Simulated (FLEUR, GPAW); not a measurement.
Equation of state of In3Se under PBE

Space group Pm-3m (No. 221). a = 4.804 Å, b = 4.804 Å, c = 4.804 Å, α = 90.00°, β = 90.00°, γ = 90.00°
```csv
atom,site,symmetry,x,y,z
In,3c,4/mm.m,0.5000,0.5000,0.0000
Se,1a,m-3m,0.0000,0.0000,0.0000
```

The cell comes from a database or a generator and needn't be the stable form of this composition.

The cell was scaled at fixed shape and fractions and run with GPAW, GPAW PAW data sets (gpaw-data 1.2.1), cutoff 600 eV; PBE, k mesh 6 × 6 × 6 on the cell of 4 atoms, fermi-dirac occupations of 0.05 eV, no spin polarisation, no spin-orbit coupling. Energies are those that the program minimises, any entropy of the smearing included. For a metal such a mesh isn't converged to the digits shown.

| V (Å³/atom) | energy over the lowest row (meV/atom) |
| --- | --- |
| 26.0502 | 6.948 |
| 26.6045 | ? |
| 27.1587 | 0.000 |
| 27.7130 | 0.444 |
| 28.2672 | 3.054 |
| 28.8215 | 7.613 |
| 29.3758 | 13.908 |

Q: Fit the third-order Birch-Murnaghan form, give V0, B0 and B′, and predict the energy left open.

A: With y = (V0/V)^(2/3), E = E0 + (9 V0 B0/16) [(y - 1)³ B′ + (y - 1)² (6 - 4y)]. Least squares through the rows shown give V0 = 27.3336 Å³/atom, E0 = -0.112 meV, B0 = 34.06 GPa (1 eV/Å³ = 160.218 GPa) and B′ = 5.07, with a largest miss of 0.012 meV. At V = 26.6045 the form with these constants gives 2.071 meV; the run gave 2.064 meV an atom. Other set-ups at this level, from all their volumes (Å³/atom, GPa): FLEUR, all-electron, FLAPW: V0 27.488, B0 33.7.

In3Se in this ordered close-packed arrangement is a soft solid: the fitted bulk modulus is 34.06 GPa, in the range of elemental indium and far below that of stiff covalent networks. The likely reason is that selenium sits in a large cuboctahedral cage of indium, with contacts much longer than a normal In–Se bond, so strong directional covalency has little part in resisting compression. By electron count, indium supplies far more electrons than selenium needs to fill its 4p shell, and the remainder probably occupy broad In 5s–5p states that bind the lattice much as in the metal. The energy rises faster on compression than on expansion, as expected when short-range repulsion outpaces the loss of cohesion.

The all-electron volume is larger by far more than the fit residual would suggest, perhaps because of the indium data set, so the small residual measures smoothness, not the accuracy of V0. Resistance to uniform compression also leaves open whether the cubic lattice withstands shear or internal displacements.
